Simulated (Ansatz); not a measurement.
## A series in volume scale on Bi

Results calculated with Ansatz 0.2.0, not measured. Periodic Kohn-Sham DFT of a crystal at fixed atoms, scaled to volume_scale times the given cell; pressure positive in compression, energy less spherical unpolarised free atoms, largest_vzz the field gradient of largest size among the nuclei.

The cell before it is scaled or strained (space group C2/m, No. 12):
```
Bi
1.0
      3.3363    -3.0554     0.0000
      3.3363     3.0554     0.0000
     -1.1510     0.0000     3.0929
Bi
2
Direct
  0.25180 0.25180 0.14900
  0.74820 0.74820 0.85100
```

Settings of every row: method frozen-core PAW; functional PBEsol; relativity scalar; k mesh 8x8x11; filling fermi-dirac; smearing width 0.05 eV; wave cutoff 420 eV; paw set soft_2.

Atom start moment: 0 on all atoms.

Limits: PAW files made with PBE; field gradient without spin-orbit coupling on heavy atoms; no gap: field gradients move with the k mesh; no spin-orbit coupling on heavy atoms.

```
row  volume scale  V (Å³/atom)  pressure (GPa)  largest V_zz (1e21 V/m^2)
  1          0.94       29.636           5.578                    -12.134
  2        0.9405       29.652           5.535                    -12.136
  3          0.96       30.267           3.953                    -12.195
  4          0.97       30.582           3.207                    -12.217
  5          0.98       30.898               ?                          ?
  6             1       31.528           1.201                    -12.252
  7          1.01       31.843           0.603                    -12.255
  8          1.02       32.159           0.038                    -12.254
  9          1.03       32.474          -0.496                     -12.25
 10          1.04       32.789          -1.002                    -12.247
 11          1.06        33.42          -1.932                    -12.234
```

Question: what pressure should row 5 give?

Worked fit of pressure. Take u = (V_r/V)^(2/3) − 1 with V_r = 31.685 Å³ an atom, which is twice the finite (Eulerian) strain; such expansions in the strain, on which the Birch-Murnaghan equation of state is built, carry the rest volume and the bulk modulus. The shown rows have u = 0.04558, 0.0452, 0.03099, 0.0239, 0.00332, -0.00331, -0.00985, -0.01626, -0.02257, -0.03492. Least squares give pressure = 0.899 + 90.09 × u + 265.87 × u² + 220 × u³ GPa; a parabola predicts inner rows, each left out in turn, worse (root mean square 0.0038 against 0.0007 GPa). The rows lie off it by 0.000, 0.000, 0.000, 0.000, 0.000, -0.001, 0.001, 0.001, -0.001, 0.000. The pressure vanishes at u = -0.0103, or V = 32.18 Å³ an atom, and there the bulk modulus at fixed shape and fractions is B = −V dP/dV = (2/3)(1 + u) dP/du = 55.9 GPa. Letting shape and atoms relax would as a rule lower it, by much in layered, chain or molecular crystals. The withheld row has u = 0.01691, so the fit gives 0.899 + 90.09 × (0.01691) + 265.87 × (0.01691)² + 220 × (0.01691)³ = 2.500 GPa.

The calculation gave 2.5 GPa. The fit meets it to the printed digit.

The other values of row 5: largest V_zz -12.233 1e21 V/m^2.
